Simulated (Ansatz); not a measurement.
## A film clamped to a substrate in InSb₃

These are results of DFT PBE+D3(BJ), scalar-relativistic, plane waves, PAW (Ansatz 0.2.0), not measurements. Settings: plane waves to 420 eV, k-mesh 10×10×10 (Γ-centred), Gaussian smearing 0.15 eV. No spin polarisation. Energies are free energies at this smearing, counted from the undisturbed cell; pressure is positive in compression.

The starting cell (relaxed at this level; it needn't be the usual structure):

```xyz
4
Lattice="4.7333 0.0000 0.0000 0.0000 4.7333 0.0000 0.0000 0.0000 4.7333" Properties=species:S:1:pos:R:3 pbc="T T T"
In    0.0000    0.0000    0.0000
Sb    2.3667    0.0000    2.3667
Sb    0.0000    2.3667    2.3667
Sb    2.3667    2.3667    0.0000
```

The cell (4 atoms, V0 = 106.05 Å³) is strained by p along both x and y and by q along z, fractional coordinates fixed. τp = (1/V0) ∂E/∂p = (σxx + σyy)(1 + p)(1 + q) and τq = (1/V0) ∂E/∂q = σzz(1 + p)², with tension positive.

```
     p q  ΔE (meV/atom)  τp (GPa)  τq (GPa)
 0.000   0.000           0.00     -0.01      0.00
-0.040   0.000          35.01    -11.25     -5.07
 0.040   0.000          27.33      7.79      4.11
 0.000  -0.040           8.38     -5.03     -2.59
 0.000   0.040           7.37      4.17      2.15
```

Question: Get the second derivatives of the energy density.

Answer: Central differences give A = ∂τp/∂p = 238 GPa (C11 + C22 + 2 C12), C = ∂τq/∂q = 59 GPa (C33) and the cross term B = ∂τq/∂p = 115 GPa (C13 + C23); ∂τp/∂q = 115 GPa must equal B, and any difference shows higher-order terms. Steps this large leave an error of some per cent of A or C in all of these, which can swamp a small B. The ions are clamped. In a cubic crystal C11 = C = 59, C12 = B/2 = 57 GPa and A should be 2(C11 + C12) = 233 GPa; the bulk modulus is (C11 + 2 C12)/3 = 58 GPa.

Question: A film of this crystal grows with z along the normal on a substrate that imposes p. How does its thickness respond, and what does the misfit cost?

Answer: Count p and q from the stress-free cell. A free surface needs τq = 0, so q = −(B/C) p = -1.94 p. The energy density left is (A − B²/C) p²/2 = M p², with the biaxial modulus M = 7.7 GPa (a small difference of large numbers, so errors of a few per cent in A, B and C become tens of per cent in M); a misfit of 1 % costs 0.13 meV/atom, against 1.97 meV/atom if the thickness were held.

In a metal these slopes depend on the k mesh and the smearing.

Cost: 25 runs of about 8.4 core-minutes in all, on Intel Xeon Processor @ 2.70GHz (shared hosts).

The crystal resists a change of volume but hardly resists a change of shape. C11 (59 GPa) and C12 (57 GPa) nearly coincide, so a film free to relax along its normal almost conserves its volume, and the misfit costs 0.13 instead of 1.97 meV/atom. This suggests metallic sp bonding governed mainly by density, with little directional stiffness to hold the cubic axis ratio. Antimony normally favours open, threefold-bonded surroundings, and the close-packed ordered arrangement imposed here probably frustrates that preference, which would also soften the tetragonal shear.

Clamping the ions does not explain the softness: every atom sits on an inversion centre that these strains preserve, so no internal forces arise. The bulk modulus and the near-conservation of volume are well supported, but the sign of C11 − C12 is not, so the cubic cell may be either barely stable or unstable against tetragonal distortion. Resistance to shear that changes the cell angles, also needed for mechanical stability, remains untested.
